A slab of cubic HfO₂ is built from flat planes that alternate between oxygen and hafnium. Odd-numbered planes hold two O atoms per surface cell and even-numbered planes hold one Hf. Plane 1, an O plane, is the bottom face, and plane 8, a Hf plane, is the top face. In the table, "relaxed plane spacing to next" is the distance up to the following plane, "relaxed plane spacing change" compares it with the bulk crystal, and "relaxed plane rumpling" is the height difference between atoms of one plane.

Relaxed (100) slab of cubic HfO₂ with 8 planes, 12 atoms and 15 Å of vacuum, computed with Ansatz 0.2.0 using scalar-relativistic PBE and PAW, without spin polarisation. The plane-wave cutoff is 420 eV, the k mesh 7×7×1 and the Gaussian smearing 0.05 eV, with a dipole correction. Planes are numbered from bottom (O) to top (Hf), and spacing changes are relative to the relaxed bulk.

```
row  relaxed plane number  relaxed plane spacing to next (Å)  relaxed plane spacing change (Å)  relaxed plane rumpling (Å)
  1                     1                              0.954                            -0.320                       0.000
  2                     2                              1.666                             0.391                       0.000
  3                     3                              0.973                            -0.301                       0.000
  4                     4                              1.653                             0.378                       0.000
  5                     5                              0.973                            -0.301                       0.000
  6                     6                              1.649                             0.375                       0.000
  7                     7                              0.898                            -0.377                       0.000
  8                     8                                n/a                               n/a                       0.000
```

Question 1. Which spacings shrink, which grow, and what motion of the atoms does this describe?

Answer. Every spacing from an O plane up to a Hf plane shrinks, and every spacing from a Hf plane up to an O plane grows. In the bulk all of them are 1.274 Å. After relaxation the two kinds average 0.95 Å and 1.66 Å. Each O plane has moved towards the Hf above it and, except at the bottom face, away from the Hf below it.

Question 2. Is this the usual relaxation of a surface?

Answer. No. Consider a very thick slab whose only disturbance is the loss of neighbours at its faces. Its middle would keep the bulk spacings, and the changes would fade inward. Here the two inner O-to-Hf spacings still change by 86% of the average for the two outer ones.

Remark. Lost neighbours do matter at the ends. The top Hf keeps only four of its eight O neighbours, and an atom with fewer bonds usually pulls the remaining ones shorter. This fits the strongest contraction, in row 7. The bottom O atoms also lose half of their neighbours, yet row 1 contracts hardly more than the inner rows, so the rule is only part of the story even at the faces. The shift of the interior needs a cause that reaches through the whole slab.

Question 3. What pushes oxygen up and hafnium down throughout the slab?

Answer. An electric field does. O planes are negative and Hf planes positive, so each O–Hf pair is a small capacitor, and all the capacitors point the same way. Their voltages add up from the O face to the Hf face. Between two oppositely charged faces the average field is the same at every depth, so it displaces the inner planes as well as the outer ones.

Remark. The unrelaxed slab confirms the direction of the push. Before the atoms were allowed to move, every O atom felt an upward force and every Hf atom a downward one. An electron also had 4.7 eV more energy just outside the O face than just outside the Hf face, which is the sense of field that drives negative ions up. After relaxation the difference is still 4.0 eV in the same sense. This fits a field that the shift has weakened but not removed, and that holds the ions in their new places.

Question 4. Can the shift of the ions remove the polarity by itself?

Answer. Only if each O plane sank into the Hf plane above it. Let s be the short O-to-Hf spacing, l the long Hf-to-O spacing, and Q the size of the charge on a plane. One repeat of height s + l carries the dipole Q·s, so the dipole per unit height is

Q · s / (s + l)

The fraction s / (s + l) is 0.5 in the bulk stacking, 0.37 in the relaxed slab, and zero in the limit of merged planes. With fixed charges, the ions therefore cancel about a quarter of the dipole.

Remark. Electrons must do most of the work. Even before relaxation, the computed dipole was tens of times smaller than full ionic charges would give. The bulk has a band gap of 3.7 eV, whereas the bands of the slab overlap. Both facts fit a transfer of electrons from the O face to the Hf face, although the charge on each plane was not resolved. Relaxation lowered the computed dipole by only about 15%, from 0.34 to 0.29 e Å. That is less than the quarter expected for fixed charges, so the electrons must have readjusted as the ions moved. The PBE functional makes gaps too small, so it is expected to hold the voltage across the slab, and with it the field, too low. The holes left on the O face would tend to carry a spin moment, which this spin-unpolarised run does not allow.

Question 5. Why does each long spacing grow by more than the short one just below it shrinks?

Answer. Two simple pictures frame the result. If the O planes slid rigidly between fixed Hf planes, gain and loss would be equal; the table shows this only around the top O plane, in rows 6 and 7. If instead each Hf kept its total bond strength, the long bonds would have to stretch further, because bond strength rises ever more steeply as a bond shortens. The lower four bonds would gain more strength than an equal stretch takes from the upper four.

Take the Hf of plane 4, with a spacing of 0.973 Å below it. The rigid slide predicts for the spacing above it

2 × 1.274 − 0.973 = 1.575 Å

For the second picture, let bond strength fall as exp(−r / 0.37 Å), where r is the bond length and 0.37 Å is the customary decay length. The short bonds measure 2.048 Å, against 2.207 Å in the bulk:

strength of a short bond relative to bulk = exp((2.207 − 2.048) / 0.37) = 1.54
strength left for a long bond = 2 − 1.54 = 0.46
length of a long bond = 2.207 − 0.37 × ln 0.46 = 2.49 Å
spacing = √(2.49² − 2 × 1.274²) = 1.72 Å

The table has 1.653 Å, between the two estimates.

Remark. No constant was adjusted to this row or any other. Over the three long spacings, the rigid slide falls short by 0.07 Å on average and the bond-strength rule overshoots by 0.08 Å, as the output below the text shows. The rule gives the right direction of the extra growth. Its amount depends strongly on the decay length, and a longer one would give less growth, so the rule is a plausible cause and not a proven one.

Question 6. What would change if the slab were much thicker, or if its two faces were alike?

Answer. In a thicker slab the shift should become smaller. Once the voltage between the faces is comparable with the band gap, further electrons cross over and hold it near that value. The same voltage is then spread over a greater height, so the field on each plane weakens. If half of the bottom O atoms were moved onto the top Hf plane, the faces would be alike, the net dipole would vanish, and the steady shift would lose its drive.

Remark. This answer follows from electrostatics and was not computed. The spacings belong to this thin, ideal cut, in which the middle planes were free to move too and none was held at the bulk spacing. A real polar face can rearrange its atoms to remove the dipole.

Question 7. Which digits can be trusted, and does zero rumpling mean that the planes prefer to be flat?

Answer. The sign and rough size of the changes, 0.3 to 0.4 Å, are clear for this symmetric, spin-unpolarised cell; cutoff and k mesh were not varied. Spin-orbit coupling, which matters for an element as heavy as hafnium, was left out, and its effect on the spacings was not tested. The 0.004 Å between rows 4 and 6 is too small to carry a physical explanation. Zero rumpling is no sign of stiffness. The small cell has one Hf in each Hf plane, and its symmetry keeps the two O atoms of an O plane at equal height. Moving these two O atoms up and down in turn is the distortion known to turn cubic HfO₂ into its tetragonal form, so buckling is a real possibility, and it could alter the spacings too. A run with this symmetry broken would test it; the Hf planes would need a larger cell as well.

The analysis program printed:

```
Planes from bottom to top:
  row  O plane 1 or Hf plane 0  spacing change in percent  Hf-O bond across the spacing in angstrom  distance from plane below to plane above in angstrom
    1                        1                     -25.11                                     2.039                                                   n/a
    2                        0                      30.68                                     2.454                                                  2.62
    3                        1                     -23.62                                     2.048                                                 2.639
    4                        0                      29.66                                     2.446                                                 2.626
    5                        1                     -23.62                                     2.048                                                 2.626
    6                        0                      29.42                                     2.443                                                 2.622
    7                        1                     -29.58                                     2.014                                                 2.547
    8                        0                        n/a                                       n/a                                                   n/a
Bulk plane spacing in angstrom: 1.274
Bulk Hf-O bond in angstrom: 2.207
Mean relaxed O-to-Hf spacing in angstrom: 0.9495
Mean relaxed Hf-to-O spacing in angstrom: 1.656
Inner over outer mean change of the O-to-Hf spacings: 0.8637
Change of the slab thickness in angstrom: -0.155
Mean growth of the O-to-O plane distance in angstrom: 0.07381
Topmost Hf-to-Hf plane distance less bulk value in angstrom: -0.001857
Share of the O-to-O repeat taken by the O-to-Hf spacing (bulk 0.5): 0.3686
Mean miss of the rigid shift for the long spacings in angstrom: -0.07381
Mean miss of the bond-valence rule for the long spacings in angstrom: 0.08118
Vacuum level below the O face less that above the Hf face in eV: 4.705
Formal-charge dipole over computed dipole (order of magnitude only): 60.36
Energy gained by relaxation in eV per slab cell: 2.093
Deepening of the band overlap on relaxation in eV: 0.3285
Difference between the long spacings of rows 4 and 6 in angstrom: 0.004
```
